Margin comments on the VALBOND angle term, with sd⁵ WH₆ as the model

Beside the overlap. Angular functions have mean square 1 on the sphere: s = 1, p = √3 cos θ, d = √5 P₂(cos θ). The hybrid h = (s + √m p + √n d)/√(1 + m + n) has the value Smax = (1 + √(3m) + √(5n))/√(1 + m + n) on its axis, its strength in Pauling's sense. For axes at angle t the addition theorem gives ⟨p|p′⟩ = cos t and ⟨d|d′⟩ = P₂(cos t), so D = [1 + m cos t + (n/2)(3cos²t − 1)]/(1 + m + n).

Beside the nested root. Let Δ be the overlap matrix of the hybrids. Löwdin orthogonalisation gives φ = hΔ^(−1/2), hence ⟨φᵢ|hᵢ⟩ = (Δ^(1/2))ᵢᵢ. For two hybrids the eigenvalues are 1 ± D, and this element is [√(1 + D) + √(1 − D)]/2 = √[1 − (1 − √(1 − D²))/2]. VALBOND (Root, Landis and Cleveland, 1993) sets S/Smax equal to it and E = k(Smax − S), with k in kcal/mol. E rises with D², so it vanishes where D = 0: cos t = −1/m for spᵐ (m ≥ 1), cos²t = (n − 2)/(3n) for sdⁿ (n ≥ 2). For sd⁵, D = (5cos²t − 1)/4, with zeros at 63.4° and 116.6°.

Beside "strength". For general m, n the root is an overlap, not a value on the axis. For sd⁵ the two coincide: h = (1 + 5P₂)/√6, and any function φ of the s + d space obeys φ(axis i) = √6⟨φ|hᵢ⟩, with Smax = √6. The largest total strength of six orthonormal orbitals is then √6 times the sum of the singular values of the coefficient matrix of the hᵢ. The model therefore has an exact answer, E = k√6·W with W = 6 − tr Δ^(1/2). "Exact" refers to this model only, which has no H···H repulsion and no ionic structures. The force field uses the pair sum W_pair = Σ f(Dᵢⱼ) over ordered pairs i ≠ j, so each angle counts twice, with f = 1 − S/Smax.

Beside the shapes. W = 0 when the bonds lie on the six fivefold axes of an icosahedron. Since s and d are even, either end serves: 64 choices, 24 of C₅ᵥ and 40 of C₃ᵥ symmetry, in four shapes that W cannot rank.

What the pair sum drops. Put X = Δ − 1, with zero diagonal and spectral radius ρ. For ρ < 1,
W = tr X²/8 − tr X³/16 + 5 tr X⁴/128 − …, while f = D²/8 + 5D⁴/128 + …
The quadratic terms agree, so bending force constants at a minimum are exact. The first lost term is three-body, −(3/8)Σ DᵢⱼDⱼₖDₖᵢ over triples. The relative deviation tends to tr X³/(2 tr X²), linear in the distortion, and no setting of the method reduces it.

How work is counted. One operation is a multiplication or square root; additions, halvings, doublings and final scalar factors are free; energies only, per metal centre with N ligands. Each D costs 5 from unit vectors, 75 for N = 6. The pair term adds 3 per pair: 4N(N − 1) = 120, with no storage beyond the vectors. A product of commuting symmetric matrices costs N²(N + 1)/2 = 126, the trace of a product N(N + 1)/2 = 21.

Alternative 1, the series cut after order p. Order 2 costs 90. Order 3 adds 2 per triple, 130 in all, and stores 15 overlaps. Above that, form powers up to q = ⌈p/2⌉, read tr Xʲ from diagonals for j ≤ q and from consecutive powers beyond: work 75 + 126(⌈p/2⌉ − 1) + 21⌊p/2⌋, growing as pN³/4, memory three matrices, 63 numbers. With bⱼ = |binomial(½, j)| ≈ 1/(2√π j^(3/2)), the deviation is at most N b₍p+1₎ ρ^(p+1)/(1 − ρ). Accuracy ε needs p of order ln(1/ε)/ln(1/ρ).

Alternative 2, Newton–Schulz iteration. Start with Y = Δ, Z = 1; repeat T = (3 − ZY)/2, Y → YT, Z → TZ. For an eigenvalue λ, y = λz, and r = 1 − λz² obeys r → r²(3 + r)/4 from r = 1 − λ, which converges for 0 < λ < 3. After K steps W is too high by Σ √λ[1 − √(1 − r)]. Near r = 1 the quantity 1 − r grows by 9/4 per step, then the digits double, so K ≈ ln(1/λmin)/ln(9/4) + log₂ ln(1/ε). The first T and Z need no product and the last Y only a trace: work 75 + 126(3K − 4) + 21, memory four matrices, 84 numbers. One more product gives Z ≈ Δ^(−1/2), which forces need through dW = −½ tr(Δ^(−1/2) dΔ).

The solvable path. Take two eclipsed rings of three H at polar angles 90° − ψ ∓ β, with tan 2β = 2 (β = 31.72°), so eclipsed pairs keep D = 0. Let g = √5 cos 2ψ. At g = 5/3 (ψ = 20.91°, rings at 37.38° and 100.81°) this is the C₃ᵥ distorted prism, the shape typically reported as the computed minimum of WH₆; g = √5 is a D₃ₕ prism. The cosines within the rings are P± = [1 − 3g/5 ± 6√((5 − g²)/25)]/4, and between rings (1 − 3g)/(4√5). Then X = M ⊗ (J − 1), with J the 3 × 3 matrix of ones, M₁₁, M₂₂ = (5P±² − 1)/4 and M₁₂ = [(1 − 3g)²/16 − 1]/4. Δ splits into 1 + 2M once and 1 − M twice. For a 2 × 2 block tr √A = √(tr A + 2√det A); the traces are (285 − 30g − 27g²)/80 and (195 + 30g + 27g²)/160, the determinants (9/4)(1 − g²/5) and (9/64)(1 + g)². Hence
W = 6 − √[(285 − 30g − 27g²)/80 + 3√(1 − g²/5)] − 2√[(315 + 150g + 27g²)/160].
Near the minimum the pair sum deviates by −0.392(g − 5/3) in relative terms, or −2.0 % per degree of tilt η = 20.91° − ψ.

The table: (W_method − W)/W.

g | | 1.8 | 2.0 | 2.2
η | | 2.7° | 7.6° | 15.8°
ρ | | 0.215 | 0.560 | 0.930
exact W | | 0.009283 | 0.07397 | 0.3155
method | work | | |
pair sum | 120 | −6.10×10⁻² | −0.199 | −0.476
order 2 | 90 | −6.21×10⁻² | −0.204 | −0.485
order 3 | 130 | −1.17×10⁻² | −9.32×10⁻² | −0.365
order 4 | 243 | −1.5×10⁻³ | −3.5×10⁻² | −0.26
order 5 | 369 | −2.7×10⁻⁴ | −1.6×10⁻² | −0.20
order 9 | 663 | −2.6×10⁻⁷ | −7.4×10⁻⁴ | −8.9×10⁻²
order 10 | 684 | −4.9×10⁻⁸ | −3.6×10⁻⁴ | −7.5×10⁻²
order 20 | 1419 | below 10⁻⁹ | −4.3×10⁻⁷ | −1.7×10⁻²
K = 3 | 726 | 4.0×10⁻⁵ | 1.4×10⁻² | 0.22
K = 5 | 1482 | below 10⁻⁹ | below 10⁻⁹ | 1.0×10⁻²
K = 6 | 1860 | below 10⁻⁹ | below 10⁻⁹ | 1.8×10⁻⁴

Cheapest for a stated accuracy. For 10 %: order 2 at 2.7°, order 3 at 7.6°, order 9 at 15.8°, where order 8 still deviates by −0.11. For 0.1 %: order 5 at 2.7°, since two iteration steps (348 operations) deviate by 5.6×10⁻²; order 9 at 7.6°, since order 8 gives −1.5×10⁻³; six steps at 15.8°, where order 26, at the same 1860 operations, gives −8.4×10⁻³.

Best inside a budget. With 125 operations the pair sum, narrowly ahead of order 2. With 250, order 4. With 750, order 10, ahead of K = 3 in every column. With 1500, K = 5: the exponent of ρ doubles per three products, against six orders for the series, and has overtaken it. Direct diagonalisation is not ranked: its reduction to tridiagonal form typically costs (2/3)N³ multiplications at leading order, 144 here, plus an iterative stage not counted in these notes, and it may undercut the costly rows.

Where the square roots earn their 30 operations. On this path they gain little, because every |D| is small while ρ is not. In the octahedron trans pairs have D = 1 and cis pairs −1/4; Δ has eigenvalues 0 (three times), 1 and 2.5 (twice). The series diverges, order 2 gives 0.9375, the pair sum 1.9486, and the exact W is 1.8377. The nested root sums the two-centre terms to all orders and stays bounded, which suits a search over all shapes.

Where they do not. At the D₃ₕ end one ligand combination has no s or d partner, so λmin = 0, ρ = 1, W has a cusp in ψ, and the series tail falls only as 1/√(πp). The pair sum gives 0.1916 against the exact 0.5508. It keeps the order icosahedral axes, prism, octahedron, but the model's energy at this prism is 2.9 times the pair value. The order 2 term, and with it the pair sum, is enough for harmonic bending; the collective loss of rank towards the prism needs the matrix.